\section*{How short is a short step? The fifth-order term of the Suzuki--Chin factorisation for H in bcc Ta}

The factorisation found by Suzuki (1995) and Chin (1997) writes one imaginary-time step of $H=T+V$ as
\begin{equation}
S(\tau)=e^{-\tau V/6}e^{-\tau T/2}e^{-2\tau W/3}e^{-\tau T/2}e^{-\tau V/6}=e^{-\tau H}+O(\tau^5),\qquad W=V+\frac{\tau^2}{48}[V,[T,V]].
\end{equation}
For $T=p^2/2m$ and a local $V$, $[V,[T,V]]=(\hbar^2/m)|\nabla V|^2$. Every factor is a positive function or a Gaussian kernel, so the path weight is positive for distinguishable particles and, after summing over permutations, for bosons. My conventions: $\tau$ is an inverse energy, $\beta=1/k_B\mathcal{T}=P\tau$ at temperature $\mathcal{T}$, and one step holds two kinetic links, so $P$ steps mean $2P$ beads, $P$ outer ones weighted with $V$ and $P$ middle ones weighted with $W$. Today's subject is the assumption hidden in $O(\tau^5)$: that the step is short on the scale of the fastest motion.

\subsection*{Where the assumption enters}

$W$ is even in $\tau$ and the product is a palindrome, so $S(\tau)S(-\tau)=1$ and $\ln S$ is odd in $\tau$:
\begin{equation}
S(\tau)=\exp[-\tau(H+\tau^2H_2+\tau^4H_4+\dots)].
\end{equation}
The coefficients are chosen to make $H_2=0$. The assumption enters at the next move, when $\tau^4H_4$ is discarded. It is an unbounded operator, so ``small'' can only mean small in the thermally occupied states. Write $C_{ab\dots V}=[a,[b,\dots,V]]$. $H_2$ is built from $C_{TTV}$ and $C_{VTV}$. At fifth degree there are six independent commutators; two contain $[V,C_{VTV}]$, which vanishes because $C_{VTV}$ is a function of position. Four remain:
\begin{equation}
H_4=e_1C_{TTTTV}+e_2C_{VTTTV}+e_3C_{TTVTV}+e_4C_{VTVTV}.
\end{equation}
The $e_i$ are universal, so solvable special cases fix them.

\emph{Linear order in $V$.} Let $z=\tau[T,\cdot\,]$ and pull $e^{-\tau T/2}$ out on both sides. The product gives $-\tau[\tfrac23+\tfrac13\cosh(z/2)]V$, and $e^{-\tau(T+V_{\rm eff})}$ gives $-\tau[\sinh(z/2)/(z/2)]V_{\rm eff}$. This is Simpson's rule against the exact time integral:
\begin{equation}
V_{\rm eff}=\frac{1+z^2/24+z^4/1152+\dots}{1+z^2/24+z^4/1920+\dots}V=\Big(1+\frac{z^4}{2880}+\dots\Big)V .
\end{equation}
So $C_{TTV}$ is absent, and $e_1=1/2880$.

\emph{The oscillator.} Take $\hbar=m=1$ and $V=\omega^2x^2/2$. Then $C_{VTV}=2\omega^2V$ and $C_{TTV}=-2\omega^2T$. The same relations hold for $T\to-\omega t$, $V\to-\omega v$, where $t$ and $v$ are the $2\times2$ matrices with a single 1 above and below the diagonal. With $u=\tau\hbar\omega$ and a trial coefficient $c$ in place of $1/48$,
\begin{equation}
M=e^{uv/6}e^{ut/2}e^{gv}e^{ut/2}e^{uv/6},\qquad g=\tfrac23u(1+2cu^2).
\end{equation}
The exact step has $\cosh u$ on the diagonal and $\sinh u$ off it. The $u^3$ coefficient of $M_{21}$ is $4c/3+5/36$; setting it to $1/6$ gives $c=1/48$. Then
\begin{align}
M_{11}=M_{22}&=1+\frac{u^2}{2}+\frac{u^4}{24}+\frac{u^6}{864},\\
M_{12}&=u+\frac{u^3}{6}+\frac{u^5}{144},\qquad M_{21}=u+\frac{u^3}{6}+\frac{u^5}{108}+\frac{u^7}{5184}.
\end{align}
Equal diagonal elements mean $M=\exp[u(At+Bv)]$, hence $S=\exp[-\tau(AT+BV)]$, with $\theta=u\sqrt{AB}$, $\cosh\theta=M_{11}$, $M_{12}=Au\sinh\theta/\theta$ and $M_{21}=Bu\sinh\theta/\theta$. At order $u^5$, $A-1=u^4(1/144-1/120)$ and $B-1=u^4(1/108-1/120)$:
\begin{equation}
\tau^4H_4=u^4\Big(-\frac{T}{720}+\frac{V}{1080}\Big).
\end{equation}
For the oscillator $C_{TTTV}=0$, $C_{TTVTV}=-4\omega^4T$ and $C_{VTVTV}=4\omega^4V$, so $e_3=1/2880$ and $e_4=1/4320$.

\emph{Two levels, second order in $V$.} Take $T=\Delta\sigma_z/2$, $V=\lambda\sigma_x$, $h=\tau\Delta/2$. Here $C_{VTV}=-4\lambda^2T$, $C_{TTTTV}=\Delta^4V$, $C_{VTTTV}=-4\lambda^2\Delta^2T$ and $C_{TTVTV}=0$. The $\lambda^2$ part of $\tfrac12{\rm Tr}\,S$ is
\begin{equation}
\tau^2\lambda^2\Big[\tfrac{5}{18}\cosh h-\tfrac1{18}h\sinh h+\tfrac29\Big]=\tau^2\lambda^2\Big[\tfrac12+\tfrac{h^2}{12}+\tfrac{h^4}{432}+\dots\Big].
\end{equation}
The effective Hamiltonian gives $\tau^2\lambda^2[1+32h^4(e_1-e_2)]\sinh h/2h$, whose $h^4$ coefficient is $1/240+16(e_1-e_2)$. Thus $e_2-e_1=1/8640$ and $e_2=1/2160$.

\subsection*{The first correction}

To first order the free energy shifts by $\delta F=\tau^4\langle H_4\rangle$. In the thermal state $\langle[H,X]\rangle=0$, so a leading $T$ may be traded for $-V$:
\begin{equation}
\delta F=\frac{\tau^4}{8640}\big\langle C_{VTTTV}-C_{VTVTV}\big\rangle,\qquad C_{VTVTV}=\frac{2\hbar^4}{m^2}\sum_{ij}\partial_iV\,\partial_i\partial_jV\,\partial_jV .
\end{equation}
For a harmonic mode only the second term survives. With $x_\beta=\beta\hbar\omega$ and $E=\tfrac12\hbar\omega\coth(x_\beta/2)=2\langle V\rangle$ it gives $\delta F=-u^4E/4320$. This is a softened frequency, as the exact solution confirms:
\begin{equation}
\theta=u-\frac{u^5}{4320}+\frac{u^7}{72576}+\dots,\qquad Z_P=\frac{1}{2\sinh(P\theta/2)} .
\end{equation}
The thermodynamic energy estimator is $E_P=-\partial_\beta\ln Z_P$ at fixed $P$. Since $dM_{11}/du=M_{12}$, we have $d\theta/du=M_{12}/\sinh\theta=\sqrt{A/B}\equiv r$, and
\begin{equation}
E_P=\tfrac12\hbar\omega\,r\coth(P\theta/2),\qquad r^2=\frac{M_{12}}{M_{21}}=1-\frac{u^4}{u^4+36u^2+432}.
\end{equation}
Expanding, $r=1-u^4/864+\dots$ and
\begin{equation}
\delta E=-\frac{u^4}{4320}E\Big(5-\frac{x_\beta}{\sinh x_\beta}\Big).
\end{equation}

\textbf{Question.} Why is the energy five times worse than the free energy?

\textbf{Answer.} Because $\tau=\beta/P$ moves when you differentiate. For a stiff mode $E$ is nearly constant, $\beta\,\delta F$ scales as $\beta^5$, and the derivative brings down 5. The term $x_\beta/\sinh x_\beta$ comes from the temperature dependence of $E$.

\textbf{Question.} Does positivity also need a short step?

\textbf{Answer.} No. For real $u>0$, $M_{11}>1$, and $S$ is the Boltzmann operator of a proper oscillator at any $\tau$. What fails is the series. One finds $M_{11}+1=(u^2+12)^3/864$, which puts a branch point of $\theta$ at $u^2=-12$; the other branch points lie further out, at the roots of $u^4+36u^2+432$. The expansion converges for $u<\sqrt{12}=3.46$.

\subsection*{Size for H in a tetrahedral site of Ta}

Tantalum is a liner metal in copper wiring, and dilute hydrogen in the bcc phase sits in tetrahedral sites. A lone proton has no exchange partner, so the path is a single ring. The site is tetragonal, with one soft mode and a degenerate stiff pair. As inputs I take the typical approximate quanta 120 meV and 165 meV (twice), chosen to reproduce the usual local-mode fundamentals and treated as harmonic frequencies in a rigid host. The modes separate, because $|\nabla V|^2$ is a sum over the principal axes. At 300 K, $k_B\mathcal{T}=25.85$ meV, $x_\beta=4.64$ and $6.38$, and the exact energy of the model is 226.7 meV, of which 225 meV is zero-point energy. The table sums over the three modes; ``lead'' is the $u^4$ formula and ``full'' comes from $Z_P$.

\begin{center}
\begin{tabular}{cccccc}
\hline
$P$ & $u$ (165 meV) & $\delta F$ lead & $\delta F$ full & $\delta E$ lead & $\delta E$ full\\
 & & (meV) & (meV) & (meV) & (meV)\\
\hline
2 & 3.19 & $-4.39$ & $-2.69$ & $-21.8$ & $-11.1$\\
4 & 1.60 & $-0.274$ & $-0.239$ & $-1.36$ & $-1.12$\\
8 & 0.80 & $-0.0171$ & $-0.0165$ & $-0.0852$ & $-0.0810$\\
\hline
\end{tabular}
\end{center}

Three things to read off. The assumption is far milder than $u\ll1$, because the denominators are 4320 and 864: at $P=4$, that is $1/\tau=1200$ K, $u$ exceeds unity for the stiff pair and the energy is low by about one meV. The stiff pair carries 91 per cent of the leading $\delta F$, since each mode contributes roughly as $\omega^5$. And at $P=2$, close to the radius of convergence, the first correction overstates the energy shift about twofold, so an extrapolation in $P^{-4}$ should not include that point. On cooling, the modes stay in their ground states, and holding the error fixed means holding $\tau$ fixed, so $P$ grows as $1/\mathcal{T}$.

\textbf{Question.} How does that compare with the primitive action at the same number of beads?

\textbf{Answer.} For $N$ beads the step $e^{-\epsilon V/2}e^{-\epsilon T}e^{-\epsilon V/2}$ with $\epsilon=\beta/N$ has $\cosh\theta=1+w^2/2$, $w=x_\beta/N$, and $Z_N=1/[2\sinh(N\theta/2)]$. With eight beads the same estimator gives $\delta E=-14.0$ meV in this model, against $-1.12$ meV. The price is the force on every middle bead.

\textbf{Question.} Can I average the proton density over all beads?

\textbf{Answer.} Not at fourth order. On an outer bead the density is that of $AT+BV$, and $\langle x^2\rangle=(\hbar/2m\omega)\,r\coth(P\theta/2)$. For a middle bead, cycle the product so that it begins and ends with half of the $W$ factor. The trace and $\theta$ are unchanged, but the upper off-diagonal element becomes $u+u^3/12$, and $r$ is replaced by $r'=(u+u^3/12)/\sinh\theta=1-u^2/12+\dots$, a second-order error. For the stiff modes at $P=4$, $r=0.994$ and $r'=0.820$. Accumulate position averages on outer beads only.

\textbf{Question.} The tantalum atoms move too.

\textbf{Answer.} Then $C_{VTV}=\sum_k(\hbar^2/m_k)|\nabla_kV|^2$, and in mass-weighted normal coordinates a harmonic crystal separates as before, the input quanta being read as those of the coupled local modes. With the compiled Debye temperature of 240 K (Wikipedia) as the scale of the highest host modes, $u=0.20$ at $P=4$ and $u^4/864=1.9\times10^{-6}$. The hydrogen alone sets the step.

\textbf{Question.} And a stiffer case, say bond-centred hydrogen in silicon?

\textbf{Answer.} For $x_\beta\gg1$, $\delta E=-\hbar\omega u^4/1728$ per mode, so a tolerance $\varepsilon$ needs $P=x_\beta(\hbar\omega/1728\varepsilon)^{1/4}$, growing as $\omega^{5/4}$. A typical stretch quantum of about 250 meV has $x_\beta=9.67$ at 300 K, and $\varepsilon=1$ meV gives $P=5.96$: six steps for that mode in the harmonic model.

\textbf{Question.} Your site is harmonic, which switches off $C_{VTTTV}$. Is that innocent?

\textbf{Answer.} It is not, and we can size it in one dimension, again with $\hbar=m=1$. On Weyl symbols a commutator with $T$ acts exactly as $-ip\,\partial_x$, so $C_{TTTV}$ has symbol $ip^3V'''$. The commutator of $V$ with a symbol $G$ cubic in $p$ is $i(V'\partial_pG-V'''\partial_p^3G/24)$, so $C_{VTTTV}$ has symbol $-3p^2V'V'''+\tfrac14V'''^2$. Take $V=\omega^2x^2/2+\kappa x^4$ in the ground state, to first order in $\kappa$. The Wigner function is a Gaussian product with $\langle p^2\rangle\langle x^2\rangle=1/4$, and $V'V'''\simeq24\kappa\omega^2x^2$, so $\langle C_{VTTTV}\rangle=-18\kappa\omega^2$. Next, $C_{VTVTV}=2V'^2V''\simeq2\omega^6x^2+40\kappa\omega^4x^4$. With $\langle x^4\rangle=3/4\omega^2$ and $\langle x^2\rangle=1/2\omega-3\kappa/2\omega^4$ its average is $\omega^5+27\kappa\omega^2$. The levels shift by $(3\kappa/4\omega^2)(2n^2+2n+1)$, so the fundamental is $\omega_f=\omega(1+\eta)$ with $\eta=3\kappa/\omega^3$, and the overtone lies $-\eta\omega$ below $2\omega_f$. Then
\begin{equation}
\delta E_0=-\frac{\tau^4}{8640}\big(\omega^5+45\kappa\omega^2\big)=-\frac{\tau^4\omega_f^5}{8640}\,(1+10\eta).
\end{equation}
The factor 10 is the warning. Overtone deficits of order 10 meV are typical for hydrogen in the bcc metals. Applied to a 165 meV mode as an illustration, this means $\eta\approx-0.06$ and $10\eta\approx-0.6$, comparable with the harmonic term itself. The real site also has cubic terms and mode coupling, which this estimate omits and which enter at second and first order respectively. So the three-figure entries belong to the harmonic model. For the real site the $\tau^4$ law stands, but the prefactor is fixed only to about a factor of two, smaller than the harmonic one if the softening is quartic. The model's eight-bead values at 300 K, $-0.239$ meV in $F$ and $-1.12$ meV in $E$, are in any case well below the level shifts of order 10 meV that the harmonic potential itself leaves out.